Hydrogen shifts in ordinary organic molecules spread over some 10 ppm and carbon shifts over some 200 ppm. One might suppose that electrons shield a nucleus, so that an atom with few of them has a high shift. The molecule here is a chain, CH₃–CH=CH–P=P–CH₂–SiH₃, and four atoms in its middle are hidden. Can the atoms at its two ends foretell them, and is charge the right guide?

GIAO NMR shieldings and IAO charges of C4H10P2Si (SMILES C/C=C\P=P/C[SiH3]), computed with PySCF 2.14.0 at the non-relativistic PBE0/pcSseg-1 level with density fitting, in the gas phase at the GFN2-xTB geometry. Shifts are relative to PH3 for P and TMS for H, C and Si at the same level. The span is the highest less the lowest principal shielding; equivalent atoms are averaged.

```tsv
atom	equivalent	bonded to	shift (ppm)	shielding (ppm)	paramagnetic part (ppm)	span (ppm)	IAO charge (e)
C1	1	C H H H	22.0	165.0	-85.9	29	-0.43
C2	1	C C H	?	?	?	?	?
C3	1	C H P	?	?	?	?	?
P4	1	C P	?	?	?	?	?
P5	1	C P	?	?	?	?	?
C6	1	H H P Si	27.9	159.0	-100.7	64	-0.72
Si7	1	C H H H	-77.6	426.8	-453.5	61	0.61
H8	3	C	1.7	30.0	-1.1	9	0.15
H11	1	C	6.7	25.0	-6.9	4	0.15
H12	1	C	6.3	25.4	-6.3	4	0.16
H13	2	C	2.8	29.0	-4.7	10	0.17
H15	3	Si	3.9	27.8	-1.9	8	-0.11
```

The atoms are numbered in the order of the SMILES, with the hydrogens after all the heavier atoms. The shielding is the part of the applied magnetic field that the electrons keep from the nucleus, in millionths. The shift is the shielding of a reference compound less this value, so a high shift means a poorly shielded nucleus. The span tells how much the shielding changes as the molecule turns in the field. The IAO charge is the atom's net charge when the electrons are shared out among atom-like orbitals.

**C1 and C6, the two saturated carbons**

C6 sits between phosphorus and silicon, which both hold electrons less tightly than carbon does. It is therefore the more negative of the two, by about 0.3 e. If charge ruled, C6 would be the better shielded carbon and have the lower shift. Its shift is 6 ppm higher.

The column headed paramagnetic part shows where this comes from. A magnetic field makes electrons circulate, and the simple circulation around a nucleus shields it. The field also mixes occupied orbitals with empty ones, which usually works the other way, and the more so the smaller the energy gap between them. This second effect is the paramagnetic part; the rest of the shielding is called the remainder below. Where the line between the two falls depends on the method, here GIAO, but it is drawn alike for every atom.

From C1 to C6 the paramagnetic part removes 15 ppm of shielding and the remainder gives 9 ppm back. The difference is the 6 ppm by which the shift rises.

**The hydrogens**

H11 and H12 sit on the C=C double bond, H8 on the methyl group. All three carry nearly the same charge, about +0.15 e, yet the two on the double bond lie near 6.5 ppm and H8 at 1.7 ppm. H15, on silicon, is even slightly negative and still lies above H8. Charge does not put these hydrogens in order; the kind of bond nearby matters more.

**C2 and C3, the hidden carbons**

Charges can still be forecast, by bookkeeping. A group at the end of the chain has one bond to the rest of the molecule, so its total charge is what it has exchanged through that bond. For the group CH₂SiH₃ the sum is

−0.72 + 2 × 0.17 + 0.61 + 3 × (−0.11) = −0.10 e.

By these rounded charges the group has drawn about 0.10 e from P5, though rounding on seven atoms can shift such a sum by a few hundredths. The methyl group at the other end sums to +0.02 e and is almost neutral.

Two assumptions complete the model: C3 draws as much from P4 as C6 does from P5, and no net charge crosses either double bond. C3 then carries what it takes from its hydrogen, H12, and from P4:

−0.16 − 0.10 = −0.26 e.

The same steps give −0.17 e for C2, with ±0.08 e on both carbons. All inputs come from the known atoms, and no constant is adjusted.

The shifts need a different argument. A C=C bond has an empty orbital of its own, π*, at moderate energy. The field can mix the occupied in-plane orbitals with it, and this deshields both carbons. Carbons of this kind usually lie between 110 and 150 ppm, and a neighbouring P=P bond should keep them in the upper part of that range. The forecast is 148 ppm for C2 and 142 ppm for C3, each ±15 ppm.

C2 is put slightly higher because P=P may draw π electrons from it, an order held with little confidence. Such carbons also look very different to the field from different sides. Their spans are put at 200 ppm for C2 and 190 ppm for C3, each ±50 ppm.

**P4 and P5, the hidden phosphorus atoms**

The bookkeeping gives each phosphorus +0.10 e, with ±0.10 e. Such a modest charge would hardly suggest an unusual shift. The orbitals do. The π bond between two phosphorus atoms is weak, so its π* lies low, and the lone pairs lie high. The gap is small, and the field mixes the two strongly.

The size of the effect has to come from known compounds. Roughly recalled, diphosphenes lie some 500 ppm above phosphoric acid, the usual reference. The reference here is PH₃, which lies some 250 ppm lower still, so the sum is about 750 ppm. A little is added because density functionals of this kind tend to exaggerate such deshielding.

The forecast is 780 ppm for P4 and 820 ppm for P5, each ±180 ppm. The range is wide because the result reacts strongly to the length and twist of the P=P bond. Moreover, most known diphosphenes have their substituents on opposite sides of that bond, whereas here they are on the same side.

P5 is put higher because P4 is bonded to the C=C unit and may be conjugated with it. That should spread π* over the carbons and leave more of it on the far phosphorus. This order, too, is held with little confidence. The span is put at 1400 ppm for both atoms, with ±400 ppm. All these ranges are judgement, not statistics.

The withheld rows as computed:

```tsv
atom	equivalent	bonded to	shift (ppm)	shielding (ppm)	paramagnetic part (ppm)	span (ppm)	IAO charge (e)
C2	1	C C H	144.6	42.4	-214.9	228	-0.12
C3	1	C H P	140.7	46.3	-217.1	171	-0.37
P4	1	C P	826.2	-214.8	-1181.6	1331	0.13
P5	1	C P	870.7	-259.4	-1226.1	1507	0.15
```

**C2 and C3 revealed**

Both shifts fall well inside their ranges; the forecasts were too high by about 3 ppm for C2 and 1 ppm for C3. The spans also fall inside, with C2 guessed 28 ppm too low and C3 19 ppm too high. The clearest lesson comes from setting C3 beside C1. Their charges are close, −0.37 and −0.43 e, while their shifts are 141 and 22 ppm. The double bond makes that difference, and the paramagnetic part accounts for more than all of it, since the remainder works slightly the other way.

The order of C2 and C3 came out as forecast, but not for the reason offered. Electrons drawn from C2 were supposed to strengthen its paramagnetic deshielding. That part is in fact about 2 ppm weaker at C2 than at C3. C2 has the higher shift because its remainder is about 6 ppm smaller. The order is a hit; the argument behind it fails. It also needed the π orbitals of C=C and P=P to overlap, and in the geometry of this run the two double bonds are twisted by about 86° about the bond between them, so they hardly do.

The one forecast that fell outside its range is the charge of C3. It is more negative than the bookkeeping said by 0.11 e, against an allowance of 0.08 e. About 0.03 e of this miss is rounding: with the unrounded charges of the same run the CH₂SiH₃ group sums to −0.13 e, and C3 lands at the edge of its range.

Most of what remains has crossed the C=C bond. C3 has drawn about 0.06 e from the side of C2, where the model allowed nothing. At the bond to phosphorus, C6 was a fair stand-in for C3: the CH₂SiH₃ group drew 0.13 e from P5, and C3 drew about 0.15 e from P4. The weaker assumption was thus that no net charge crosses a double bond.

**P4 and P5 revealed**

The two phosphorus atoms lie at 826 and 871 ppm. Both forecasts were too low by about 50 ppm, or 6% of the computed shift, which is well inside the range. Such closeness shows that the estimate suits this calculation, not that the calculation matches a spectrum. The calculation takes a single conformer and a small basis set, and it leaves out relativistic effects and the averaging over vibrations. Its geometry comes from a fast approximate method, and a slightly different P=P length could move both values noticeably.

The charges, +0.13 and +0.15 e, give no sign of anything unusual. The paramagnetic part does: it is close to −1200 ppm on both atoms, more than enough to cancel a remainder of 967 ppm. The shielding itself is therefore negative. At these nuclei the field is slightly stronger than the one applied.

The spans, 1331 ppm for P4 and 1507 ppm for P5, bracket the forecast of 1400 ppm. They also tell something about direction. The shielding is an average over three perpendicular directions. If the whole drop of 826 ppm from PH₃ to P4 came from one of them, that direction would have to fall by 3 × 826 ≈ 2480 ppm, and the span would be about as large, since the shielding in PH₃ itself depends little on direction compared with such a drop. It is little more than half of that, so at least two directions must be deshielded.

This is what theory leads one to expect if the atoms around the P=P bond lie nearly in a plane. A field along a given axis mixes orbitals that a rotation about that axis would turn into one another. Rotation about either axis within the plane can turn an in-plane lone pair or σ bond towards π*, which stands upright on the plane. Rotation about the upright axis cannot. Two directions can thus be deshielded through π*, though not necessarily by equal amounts, while the third is spared this effect. The table gives no separate values for the three directions, but the same run does, and they fit this picture. At both phosphorus atoms two of the three lie far below the average shielding in PH₃, and the third lies much less far below it. Which axis each value belongs to is not given, so that part is expected and not shown.

The same reasoning serves for a neighbouring case. The first thing to look for is a low-lying empty π* on the atom, together with a lone pair or σ bond high enough in energy to mix with it. A C=C bond offers a moderate gap and costs its carbons some 120 ppm of shielding compared with the methyl group. A P=P bond offers a small gap, and the cost relative to PH₃ is more than 800 ppm. The gap is not the only reason for this contrast. The paramagnetic part gives most weight to electrons close to the nucleus, as 1/r³ with r the distance from it, and the average of 1/r³ is larger for the valence p electrons of phosphorus than for those of carbon. Charge comes second at best: C2 and C3 differ by 0.25 e and lie only 4 ppm apart.

What stays open is why P5 lies above P4. The gap of about 45 ppm has the forecast sign and sits entirely in the paramagnetic part, but the reason offered for it does not hold. Conjugation needs the π orbitals of the two double bonds to stand roughly parallel. With a twist of about 86° they are nearly perpendicular, so the propenyl group is already out of conjugation in this conformer, and the gap is there all the same.

That leaves the different substituents as the likelier cause, a CH₂SiH₃ group on P5 and a propenyl group on P4. How they act is not shown. In the twisted position the π orbitals of C=C can still mix with the lone pair and the σ bond at P4, which may matter too. Repeating the calculation with a saturated propyl group in place of propenyl, and the rest of the geometry kept, would help to decide. If the gap changed much, the C=C bond would play a part even without conjugation; if it stayed, the cause would lie elsewhere in the substituents.
